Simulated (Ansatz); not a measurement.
# Ge: energy change per atom and pressure against volume scale

Results calculated with Ansatz 0.2.0, not measured. Plane-wave DFT, scalar-relativistic PAW made under PBE with cores redone for the functional, no dispersion; the given relaxed cell is scaled uniformly, energy at zero smearing counts from the unscaled cell, pressure at the given Fermi-Dirac smearing is positive in compression.

The cell before it is scaled or strained (space group P6_3/mmc, No. 194):
```
Ge
1.0
      3.1227     0.0000     0.0000
     -1.5614     2.7044     0.0000
      0.0000     0.0000    10.3203
Ge
4
Direct
  1.00000 1.00000 0.00000
  1.00000 1.00000 0.50000
  0.33333 0.66667 0.25000
  0.66667 0.33333 0.75000
```

Settings of every row: spin polarised no; functional BLYP; wave cutoff 420 eV; smearing width 0.1 eV; k mesh 13x13x4.

Atom starting moment: 0 on all atoms.

Limits: the cell comes from a prototype or a list of computed structures and needn't be the stable phase.

| row | volume scale | V (Å³/atom) | energy change per atom (meV) | pressure (GPa) |
| --- | --- | --- | --- | --- |
| 1 | 0.88 | 19.174 | 52.9 | 7.67 |
| 2 | 0.92 | 20.046 | ? | ? |
| 3 | 0.96 | 20.917 | 4.08 | 1.89 |
| 4 | 1.04 | 22.66 | 5.89 | -1.81 |
| 5 | 1.08 | 23.532 | 19.79 | -3.15 |
| 6 | 1.12 | 24.403 | 40.16 | -4.23 |

Question: what energy change per atom and pressure should row 2 give?

Worked fit of energy change per atom. Take u = (V_r/V)^(2/3) − 1 with V_r = 22.66 Å³ an atom, which is twice the finite (Eulerian) strain; such expansions in the strain, on which the Birch-Murnaghan equation of state is built, carry the rest volume and the bulk modulus. The shown rows have u = 0.1178, 0.05481, 0, -0.02486, -0.0482. Least squares give energy change per atom = 5.681 − 394.028 × u + 6741.92 × u² meV; a straight line predicts inner rows, each left out in turn, worse (root mean square 22 against 0.43 meV). The rows lie off it by 0.08, -0.26, 0.21, 0.15, -0.18 (root mean square 0.19 meV). The withheld row has u = 0.08515, so the fit gives 5.681 − 394.028 × (0.08515) + 6741.92 × (0.08515)² = 21.01 meV.

The calculation gave 20.64 meV. The fit lies 0.37 meV (1.8 % of the value, 0.76 % of the column's range) above it; its largest miss of a shown row is 0.26 meV.

Worked fit of pressure. Take u = (V_r/V)^(2/3) − 1 with V_r = 22.66 Å³ an atom, which is twice the finite (Eulerian) strain; such expansions in the strain, on which the Birch-Murnaghan equation of state is built, carry the rest volume and the bulk modulus. The shown rows have u = 0.1178, 0.05481, 0, -0.02486, -0.0482. Least squares give pressure = −1.839 + 58.266 × u + 189.82 × u² GPa; a straight line predicts inner rows, each left out in turn, worse (root mean square 0.64 against 0.059 GPa). The rows lie off it by 0.01, -0.03, 0.03, 0.02, -0.02. The pressure vanishes at u = 0.0289, or V = 21.71 Å³ an atom, and there the bulk modulus at fixed shape and fractions is B = −V dP/dV = (2/3)(1 + u) dP/du = 47.5 GPa. Letting shape and atoms relax would as a rule lower it, by much in layered, chain or molecular crystals. The withheld row has u = 0.08515, so the fit gives −1.839 + 58.266 × (0.08515) + 189.82 × (0.08515)² = 4.50 GPa.

The calculation gave 4.46 GPa. The fit lies 0.04 GPa (0.34 % of the column's range) above it; its largest miss of a shown row is 0.03 GPa.
